**Kα satellite and hypersatellite shifts of In⁺: a four-constant rule and its hydrogenic basis**

The table holds the shifts of the Kα centroid of free In⁺ for zero to five 2p spectator holes, with one or two 1s holes, from Dirac-Fock ΔSCF configuration averages with Breit and QED terms and no correlation. The program compares them with hydrogenic pair repulsions, with the rule $s\,n+c\,n(n-1)/2+k(H+x\,n)$, with a Moseley form of constant screening per hole and with total energies from Slater's rules. The hydrogenic values are 21.6% high for the first satellite and 9.2% low for the bare hypersatellite. The four-constant rule fits all entries to 0.06 eV and, calibrated on four entries, gives the rest to 0.40 eV, while a straight line misses by up to 5.9 eV. The Moseley form lacks most of the curvature and Slater's rules give about half the step. The averaged rows agree with statistical means of L2 and L3 component shifts that spread over 17 eV.

Calculated values. Kα satellite and hypersatellite (second 1s hole) shifts of free In⁺, [Kr] 4d10 5s2, with spectator holes in 2p, from the Kα centroid without spectators. Radial Dirac-Fock and Kohn-Sham solver 2; configuration-average Dirac-Fock ΔSCF, finite nucleus (rms radius 4.6156 fm), first-order frequency-dependent Breit, self-energy and vacuum polarisation, no correlation.

## Script

```python
# Table: K-alpha satellite and hypersatellite shifts (eV) of free In+ (Z=49) with n 2p spectator
# holes; radial Dirac-Fock Delta-SCF, configuration average, Breit + QED, no correlation.
# Tested: hydrogenic pair energies (B-C, A-B), the rule s*n + c*n(n-1)/2 + k*(H + x*n),
# and two rivals (Moseley form with constant screening, Slater's-rule total energies).
T = {
    'series_spectator_holes': [0, 1, 2, 3, 4, 5],
    'series_satellite_shift': [0.0, 65.39, 132.0, 199.9, 269.0, 339.4],  # eV
    'series_hypersatellite_shift': [573.9, 640.7, 708.7, 778.1, 848.7, 920.5],  # eV
}
import numpy as np
from scipy.constants import physical_constants as pc, alpha
from scipy.special import betainc
Ha = pc['Hartree energy in eV'][0]; Ry = Ha/2; Z = 49
n = np.array(T['series_spectator_holes'], float)
S = np.array(T['series_satellite_shift'], float); Y = np.array(T['series_hypersatellite_shift'], float)
f = lambda v, d=2: ' '.join(f'{x:.{d}f}' for x in v)
print('rounding floor 0.05 eV (0.005 for sat n=1); ~0.1-0.2 eV in 1st/2nd differences')
print('sat steps eV:', f(np.diff(S)), '| growth:', f(np.diff(S, 2)))
print('hyp steps eV:', f(np.diff(Y)), '| growth:', f(np.diff(Y, 2)))
print('hyp - hyp(0) eV:', f(Y-Y[0], 1))
print('gap hyp-sat eV:', f(Y-S), '| growth:', f(np.diff(Y-S)))
print(f'ratio hyp(0)/sat(1) {Y[0]/S[1]:.2f}; last/first sat step {100*(np.diff(S)[-1]/S[1]-1):+.1f}%')
A, B, C = 5/8, 59/243 - 112/2187/6, 93/512 - 2/25*45/512   # hydrogenic, units Z*hartree
s0, H0 = (B-C)*Z*Ha, (A-B)*Z*Ha
print(f'hydrogenic A,B,C /Z Ha: {A:.4f} {B:.4f} {C:.4f}; eV: {f(np.array([A,B,C])*Z*Ha,1)}')
print(f'B-C = {(B-C)*Ha:.3f} Z = {s0:.1f} eV vs {S[1]:.2f} ({100*(s0/S[1]-1):+.1f}%); table/Z {S[1]/Z:.3f}')
print(f'A-B = {(A-B)*Ha:.2f} Z = {H0:.1f} eV vs {Y[0]:.1f} ({100*(H0/Y[0]-1):+.1f}%); table/Z {Y[0]/Z:.2f}')
print('hydrogenic n*(B-C) error %, n=1..5:', f(100*(n[1:]*s0/S[1:]-1), 1), f'; model ratio {H0/s0:.2f}')
g = np.sqrt(1-(Z*alpha)**2); dD = (2/g*betainc(2*g+1, 2*g, .5)-A)*Z*Ha; dB = alpha**2*Z**3/4*Ha
print(f'(Z alpha)^2 {(Z*alpha)**2:.3f}; crude adds to A: Dirac 1s {dD:.0f}, Breit {dB:.0f} eV; sum A-B {H0+dD+dB:.0f} ({100*((H0+dD+dB)/Y[0]-1):+.0f}%)')
N = np.r_[n, n]; K = np.r_[0*n, 0*n+1]; D = np.r_[S, Y]
M = np.c_[N, N*(N-1)/2, K, K*N]
p = np.linalg.lstsq(M, D, rcond=None)[0]; r4 = M@p - D
q = np.linalg.lstsq(M[:, [0, 2]], D, rcond=None)[0]; r2 = M[:, [0, 2]]@q - D
pr = np.array([round(p[0], 1), round(p[1], 2), round(p[2], 1), round(p[3], 2)]); rr = M@pr - D
pc3 = np.array([S[1], S[2]-2*S[1], Y[0], Y[1]-S[1]-Y[0]]); rc = M@pc3 - D
print('4-const fit s,c,H,x eV:', f(p, 3), f'max|res| {abs(r4).max():.2f}')
print('rounded rule s,c,H,x eV:', f(pr), f'max|res| {abs(rr).max():.2f}')
print('rows 0-2 only s,c,H,x eV:', f(pc3), f'max|res| {abs(rc).max():.2f} (rounding of c x10 at n=5)')
print('linear 2-const s,H eV:', f(q), f'max|res| {abs(r2).max():.2f}, worst % {100*np.max(abs(r2[1:]/D[1:])):.1f}')
E0 = 24139.0                      # K-alpha centroid, further result of the same run
Ze = np.sqrt(E0/(.75*Ry)); ds = np.sqrt((E0+S[1])/(.75*Ry))-Ze; dt = np.sqrt((E0+Y[0])/(.75*Ry))-Ze
rm = .75*Ry*((Ze+N*ds+K*dt)**2-Ze**2) - D
print(f'Moseley: Zeff {Ze:.2f}, screening per 2p hole {ds:.4f}, per K hole {dt:.3f}, growth {1.5*Ry*ds**2:.2f}, cross {1.5*Ry*ds*dt:.2f} eV')
def Es(k, l):                     # Slater's rules; 3d and N, O shells cancel in the transition
    return -Ry*(k*(Z-.3*(k-1))**2 + l*(Z-.85*k-.35*(l-1))**2/4 + 8*(Z-k-.85*l-.35*7)**2/9)
line = lambda k, m: Es(1-k, 8-m) - Es(2-k, 7-m)
sl = line(K, N) - line(0, 0)
print(f'Slater rules: step {sl[1]:.1f} ({100*(sl[1]/S[1]-1):+.0f}%), growth {sl[2]-2*sl[1]:.2f}, H {sl[6]:.0f} ({100*(sl[6]/Y[0]-1):+.0f}%), cross {sl[7]-sl[6]-sl[1]:.2f} eV')
print('k n table | model-table eV: fit4 rounded rows0-2 linear Moseley Slater')
for i in range(len(D)):
    print(int(K[i]), int(N[i]), f'{D[i]:.2f} |', f([r4[i], rr[i], rc[i], r2[i], rm[i], sl[i]-D[i]]))
for i in (3, 11):
    print(f'worked k={int(K[i])} n={int(N[i])}: terms', f(M[i]*pr), f'sum {M[i]@pr:.2f} table {D[i]:.1f} eV')
# component shifts typed from further outputs of the same run (line, spectator)
c22, c23, c32, c33, h2, h3 = 61.78, 60.66, 77.85, 60.78, 562.4, 579.59
av = (c22/5+4*c23/5)/3 + 2*(2*c32/5+3*c33/5)/3; ah = h2/3+2*h3/3
print(f'statistical averages: sat(1) {av:.2f} vs {S[1]:.2f}; hyp(0) {ah:.2f} vs {Y[0]:.1f} eV')
print(f'component spread: KL3[L2]-KL2[L3] {c32-c23:.2f}, KL3[K]-KL2[K] {h3-h2:.2f} eV ({100*(c32-c23)/S[1]:.0f}% of sat(1))')
print(f'shifts as % of centroid: sat(1) {100*S[1]/E0:.2f}, sat(5) {100*S[-1]/E0:.2f}, hyp(0) {100*Y[0]/E0:.2f}')
assert np.all(np.diff(S, 2) > 0) and np.all(np.diff(Y, 2) > 0)
assert np.all(np.diff(Y-S) > 0)
assert s0 > S[1] > 0.7*s0 and H0 < Y[0] < 1.2*H0
assert abs(r4).max() < 0.2 < abs(r2).max()
```

Output:

```
rounding floor 0.05 eV (0.005 for sat n=1); ~0.1-0.2 eV in 1st/2nd differences
sat steps eV: 65.39 66.61 67.90 69.10 70.40 | growth: 1.22 1.29 1.20 1.30
hyp steps eV: 66.80 68.00 69.40 70.60 71.80 | growth: 1.20 1.40 1.20 1.20
hyp - hyp(0) eV: 0.0 66.8 134.8 204.2 274.8 346.6
gap hyp-sat eV: 573.90 575.31 576.70 578.20 579.70 581.10 | growth: 1.41 1.39 1.50 1.50 1.40
ratio hyp(0)/sat(1) 8.78; last/first sat step +7.7%
hydrogenic A,B,C /Z Ha: 0.6250 0.2343 0.1746; eV: 833.3 312.4 232.8
B-C = 1.623 Z = 79.5 eV vs 65.39 (+21.6%); table/Z 1.334
A-B = 10.63 Z = 521.0 eV vs 573.9 (-9.2%); table/Z 11.71
hydrogenic n*(B-C) error %, n=1..5: 21.6 20.5 19.4 18.3 17.2 ; model ratio 6.55
(Z alpha)^2 0.128; crude adds to A: Dirac 1s 43, Breit 43 eV; sum A-B 606 (+6%)
4-const fit s,c,H,x eV: 65.371 1.255 573.878 1.444 max|res| 0.06
rounded rule s,c,H,x eV: 65.40 1.26 573.90 1.44 max|res| 0.20
rows 0-2 only s,c,H,x eV: 65.39 1.22 573.90 1.41 max|res| 0.40 (rounding of c x10 at n=5)
linear 2-const s,H eV: 67.80 575.61 max|res| 5.91, worst % 3.7
Moseley: Zeff 48.64, screening per 2p hole 0.0658, per K hole 0.575, growth 0.09, cross 0.77 eV
Slater rules: step 35.1 (-46%), growth 1.55, H 507 (-12%), cross 0.87 eV
k n table | model-table eV: fit4 rounded rows0-2 linear Moseley Slater
0 0 0.00 | 0.00 0.00 0.00 0.00 0.00 0.00
0 1 65.39 | -0.02 0.01 0.00 2.41 -0.00 -30.25
0 2 132.00 | -0.00 0.06 0.00 3.59 -1.13 -60.17
0 3 199.90 | -0.02 0.08 -0.07 3.49 -3.46 -89.84
0 4 269.00 | 0.01 0.16 -0.12 2.19 -6.91 -119.16
0 5 339.40 | 0.01 0.20 -0.25 -0.41 -11.57 -148.23
1 0 573.90 | -0.02 0.00 0.00 1.71 -0.00 -66.92
1 1 640.70 | -0.01 0.04 0.00 2.70 -0.64 -97.71
1 2 708.70 | 0.06 0.14 0.02 2.50 -2.39 -128.15
1 3 778.10 | -0.01 0.10 -0.14 0.90 -5.45 -158.45
1 4 848.70 | -0.03 0.12 -0.28 -1.90 -9.62 -188.40
1 5 920.50 | 0.01 0.20 -0.40 -5.91 -14.90 -218.00
worked k=0 n=3: terms 196.20 3.78 0.00 0.00 sum 199.98 table 199.9 eV
worked k=1 n=5: terms 327.00 12.60 573.90 7.20 sum 920.70 table 920.5 eV
statistical averages: sat(1) 65.37 vs 65.39; hyp(0) 573.86 vs 573.9 eV
component spread: KL3[L2]-KL2[L3] 17.19, KL3[K]-KL2[K] 17.19 eV (26% of sat(1))
shifts as % of centroid: sat(1) 0.27, sat(5) 1.41, hyp(0) 2.38
```
